**Problem.** The table gives the binding energy of every shell of the free promethium atom, computed as the difference of self-consistent total energies of ion and atom (ΔSCF), with relativistic Hartree-Fock (Dirac-Fock) and with two density functionals. The symbol $\varepsilon$ is the Kohn-Sham eigenvalue of the shell in the neutral atom. K is 1s; L1, L2, L3 are 2s, 2p$_{1/2}$, 2p$_{3/2}$; M4 and M5 are the two 3d levels; N67 is 4f and P1 is 6s.

Radial B-spline Dirac-Fock and Kohn-Sham solver: free Pm atom ([Xe] 4f5 6s2), Dirac equation, Fermi nucleus, spherical, no spin polarisation; Dirac-Fock averaged over the configuration, without correlation; LDA and PBE without Breit or QED terms. Energies are from the vacuum level; the screened hole has one more valence electron and models an edge from the Fermi level. Measured edges are of the element in its standard state.

```
shell  Dirac-Fock ΔSCF with Breit and QED (eV)  Breit and QED part of it (eV)  LDA ΔSCF less Dirac-Fock (eV)  LDA: ΔSCF less (−ε) (eV)  PBE ΔSCF less Dirac-Fock (eV)  PBE: ΔSCF less (−ε) (eV)  Dirac-Fock, screened hole (eV)  measured edge (eV)
    K                                  45187.1                        -184.13                          171.7                     428.5                          217.2                     429.8                         45181.6               45184
   L1                                   7437.5                         -20.76                          -58.6                      75.9                          -52.9                      75.5                          7431.9                7428
   L2                                   7017.8                         -20.30                           -2.1                      96.4                            0.3                      96.2                          7012.3                7013
   L3                                   6464.3                         -13.82                          -17.2                      87.4                          -15.5                      87.2                          6458.7                6459
   M1                                   1657.2                          -3.84                          -43.2                      22.0                          -41.5                      21.8                          1651.7                1650
   M2                                   1478.0                          -3.47                          -27.7                      23.3                          -27.0                      23.2                          1472.5              1471.4
   M3                                   1364.7                          -2.17                          -28.3                      21.8                          -27.9                      21.7                          1359.2                1357
   M4                                   1057.0                          -1.17                           -4.8                      25.8                           -4.9                      25.7                          1051.4                1052
   M5                                   1033.1                          -0.66                           -5.8                      25.2                           -5.9                      25.1                          1027.6                1027
   N1                                    345.4                          -0.78                          -20.4                       9.0                          -19.6                       8.9                           339.9                 331
   N2                                    275.7                          -0.64                          -13.6                       8.8                          -13.2                       8.8                           270.2                 242
   N3                                    251.2                          -0.35                          -14.0                       8.6                          -13.5                       8.5                           245.6                 242
   N4                                    135.2                          -0.09                           -2.0                       8.2                           -1.9                       8.2                           129.7                 120
   N5                                    130.9                           0.00                           -2.1                       8.1                           -2.0                       8.1                           125.4                 120
  N67                                      5.1                           0.12                            3.8                       6.6                            3.6                       6.5                             n/a                 n/a
   O1                                     49.7                          -0.11                           -2.4                       5.4                           -2.6                       5.4                            44.3                  38
   O2                                     28.8                          -0.06                            1.3                       5.0                            1.1                       5.0                            23.7                  22
   O3                                     25.5                          -0.02                            1.1                       4.9                            1.0                       4.8                            20.5                  22
   P1                                      4.6                          -0.01                            1.4                       2.4                            1.3                       2.3                             n/a                 n/a
```

**(a)** Let $e$ be the column "LDA: ΔSCF less (−ε)". Explain its sign and its run down the table, including the order within the L and M shells, and estimate it for L3. The same Dirac-Fock calculation gives frozen-orbital (Koopmans) binding energies, 6524.0 eV for L3.

*Solution.* By Janak's theorem $\partial E/\partial f=\varepsilon$ for an occupation $f$. Removing a fraction $x$ of an electron costs

$$E(x)-E(0)=-\varepsilon x+\tfrac12 U x^2+\dots ,$$

so at $x=1$ the column is $e\approx U/2$, half the curvature of the energy. With frozen orbitals the Hartree energy contributes the Coulomb integral $F^0$ of the spherical hole density with itself. The exchange-correlation kernel is negative and cancels only part of it, which is the self-interaction error. The other electrons then contract around the hole and gain an energy $R x^2$. Together,

$$e \approx \tfrac12 cF^0-R ,$$

where $c$ stands for the reduction by the kernel. In Dirac-Fock the self-interaction cancels exactly and only $-R$ survives, so there ΔSCF lies below the Koopmans value, as it does in all nine rows from K to M5. The positive $e$ in every row therefore says that self-repulsion outweighs relaxation. The same is expected of semilocal functionals in general, and LDA and PBE differ in this column by at most 1.3 eV, at K.

For a hydrogenic orbital $F^0$ is proportional to $Z_{\rm eff}$ and falls roughly as $1/n^2$, which gives the steps between shells. For 2p, $F^0=\tfrac{93}{512}Z_{\rm eff}$ hartree, and Slater's rules give $Z_{\rm eff}=61-2(0.85)-7(0.35)=56.85$, so

$$\tfrac12F^0=\tfrac12\cdot\tfrac{93}{512}\cdot 56.85\cdot 27.21\ {\rm eV}=140.5\ {\rm eV}.$$

Taking the Koopmans value to hold no Breit or QED terms, $R=6524.0-6464.3-13.8=45.9$ eV. With $c=1$ the estimate is $e=94.6$ eV against 87.4 eV in the table, 8% high with nothing fitted. That the Dirac-Fock relaxation carries over to the functional is argued from its being mainly electrostatic response and is not tested here.

The order within the L shell follows from orbital shape. The 2s orbital has a radial node and spreads its charge over two lobes, its coefficient is $77/512$, and the nodeless 2p repels itself 1.21 times more strongly. Hence L1 has the smallest $e$ of the shell although it is the most tightly bound. L2 exceeds L3 by 9 eV although its $R$ is 2 eV larger, so the relativistic contraction of p$_{1/2}$ has to supply about 11 eV. Scaling $F^0$ by the ratio of the Dirac to the Schrödinger hydrogenic $\langle 1/r\rangle$ gives 1.10 for L2 over L3, against 1.08 in $e+R$, and 1.10 for L3 over L1, against 1.11.

In the M shell M2 exceeds M3, and M4 slightly exceeds M5, by the same contraction. M1 and M3 nearly tie, since the contraction of 3s largely offsets its weaker $F^0$. The 3d levels have the largest $e$, as expected of a nodeless orbital, whose $F^0$ at equal charge is 1.3 times that of 3s. The Dirac-scaled fit below misses this and puts them lowest, because of the small charge that Slater's rules give them.

A single $c$, fitted by least squares to the relative error in $e+R$ over K to M5, is 1.00 without the Dirac factor (rms error 5.1%) and 0.94 with it (6.6%). Leaving $R$ out gives 16%, though of $e$ alone, which is a smaller base. The clearer sign that relaxation is needed is the ratio to the Dirac-scaled $\tfrac12F^0$: for $e$ it drifts from 0.74 at K to 0.44 at M3, while for $e+R$ it stays between 0.88 and 0.94 outside 3d. The Dirac factor does not improve the overall fit, and its support is the $j$ splitting, which the non-relativistic form can't produce. The value $c=1.00$ is best read as contraction and kernel offsetting each other: for hydrogenic 1s, LDA exchange alone reduces $F^0$ by a factor 0.905, and the K row needs 0.877 of the Dirac-scaled value. The fit also can't settle how the Koopmans values are read, since the opposite reading fits as well (6.4%). The choice rests on the K relaxation, 77 eV in one reading and an implausible 261 eV in the other, beside about 45 eV for L.

The Dirac-scaled fit is worst at 3d, 12 to 13% low in $e+R$, which for M4 means $0.939\times47.3-25.0=19.4$ eV against 25.8 eV, a quarter low in $e$ itself. Slater's rules count 3s and 3p electrons as screening 3d fully, although their outer lobes lie at similar radii, so the model 3d is too diffuse; this is the likely cause. For the N shell, outside the fit, $e$ is 0.5 to 0.7 of $\tfrac12F^0$, much as in L and M. For O and P the model breaks down, since $e$ exceeds $\tfrac12F^0$, by a factor 3.7 at 6s, which no positive $R$ allows. Penetrating outer orbitals are far more compact than hydrogenic ones of the same $n$.

The same mechanism reorders the valence levels. LDA has $-\varepsilon=5.1+3.8-6.6=2.3$ eV for 4f and 3.6 eV for 6s, but the compact 4f carries the larger $e$, and ΔSCF gives 8.9 and 6.0 eV. Along the lanthanide row $e$ of the inner shells should creep up with $Z_{\rm eff}$, whereas stripping the 6s electrons would shift all core levels together and should change $e$ only slightly, because core orbitals keep their size and only the small relaxation of the 6s pair is lost.

**(b)** The column "LDA ΔSCF less Dirac-Fock" is large and positive at K, negative from L1 to O1 except at N67, and positive again for 5p and 6s. How much of this is the functional?

*Solution.* The Dirac-Fock value includes Breit and QED terms and the functionals do not, so the like-for-like difference is the printed one plus the Breit and QED part. That part weakens the binding by 0.41% at K and by 0.2 to 0.3% for the s levels L1 to O1, which sample the region near the nucleus where electrons are fast. At K the sum is $171.7-184.1=-12.4$ eV for LDA and $+33.1$ eV for PBE, so the large positive entries are wholly (LDA) or mostly (PBE) those terms. The apparent agreement of PBE at L2, 0.3 eV, becomes $-20.0$ eV.

What remains depends on $l$. In each shell from L to O the s hole is the most underbound: $-79$ eV for L1 against $-22$ and $-31$ eV for 2p, and $-47$, about $-31$ and about $-6$ eV for 3s, 3p and 3d with LDA. PBE moves K by 45.5 eV, where the density varies most steeply, L1 by 6 eV, and the d holes by no more than the last printed digit. The gradient correction thus leaves the pattern in $l$ untouched. A plausible cause, which these numbers don't test, is that a semilocal energy functional misjudges the exchange of an orbital with inner orbitals of the same $l$, an effect largest for 2s over 1s and absent for the nodeless 2p and 3d, which are indeed the best rows of their shells. The nodeless 4f does not fit this, being off by 3.9 eV where 4d is off by 2.1 eV.

The small K error of LDA should not be credited to the functional. A 1s hole leaves one electron of definite spin, and the unpolarised treatment forfeits exchange energy of the order of 100 eV by a hydrogenic estimate, which raises the computed binding. Allowing polarisation would lower s-hole energies, so this setting cannot account for the negative sign at L1.

In the valence shell the fault lies partly with Dirac-Fock. It has no correlation, and ionisation breaks the correlated 6s pair, so its 4.6 eV lies 1.0 eV below the measured ionisation energy of 5.58 eV, while LDA and PBE lie 0.4 and 0.3 eV above. The 4f row averages over the whole $4f^5$ multiplet at every level and is no ionisation energy of the Hund's-rule ground term.

**(c)** Why is the screened hole shifted from the free-atom value by almost the same amount in every shell, and which departures from the measured edges are meaningful?

*Solution.* The screened final state is the core-ionised ion plus one valence electron, so the screened energy is the free binding energy less the binding of that electron to the ion. By Gauss's law an electron outside the hole feels it as one more unit of nuclear charge, whichever shell it is in, and the ion acts like the singly charged ion of element $Z+1$. The shift is then about a first ionisation energy. The table shows $-5.4$ to $-5.6$ eV from K to O1, constant within the 0.1 eV to which such differences are rounded, and comparable to the Dirac-Fock 6s energy of 4.6 eV. The output doesn't name the orbital that takes the added electron. Since 6s is full and a compact 4f electron would lie largely inside a 5s hole, the nearly equal shifts at K and O1 point to a diffuse orbital such as 5d. The shift weakens to $-5.1$ and $-5.0$ eV for 5p, whose charge extends far enough out that the hole is no longer wholly inside the valence density.

Against the edges of xraydb and xraylib, the mean absolute error from K to M5 falls from 6.1 eV for the free atom to 1.5 eV with screening. Lending the functionals the Dirac-Fock Breit, QED and screening terms gives 29 eV for both, so the core differences of part (b) are errors of the functionals at these settings. The computed L, M2–M3 and M4–M5 spin-orbit splittings fall within about 1 eV of the measured ones. Agreement to under 1 eV, as at L3 and M5, may still contain cancellation, because the metal is trivalent with nominally four 4f electrons and the computed atom has five. Promethium also has no stable isotope, and some of its tabulated edges may be interpolated from neighbouring elements, so departures of one or two eV carry little weight.

The N rows are the misfit. The measured N2 and N3 share one value where the computed splitting is 24.5 eV, so the 28 eV excess at N2 tests nothing cleanly. Weighting each pair by $2j+1$ leaves the screened value 11.8 eV too high for 4p and 7.1 eV for 4d, but only 0.4 eV low for 5p. The established physics is that a 4p hole in this region mixes strongly with states having two 4d holes and an extra 4f electron, which pushes it to lower binding, and that 4d holes are split by exchange with the open 4f shell. A single, $j$-averaged configuration has neither, and the table cannot apportion them. The s holes L1, N1 and O1, high by 3.9, 8.9 and 6.3 eV, have the sign expected from the like mixing through Coster-Kronig channels, though M1 at 1.7 eV does not stand out from M3. That the functionals come closer at N2, N4, N5 and O1 is their underbinding offsetting this excess. A lanthanide with a filled 4f shell has neither the multiplets nor empty 4f states for the mixing, and its N edges should follow a single-configuration hole more closely.
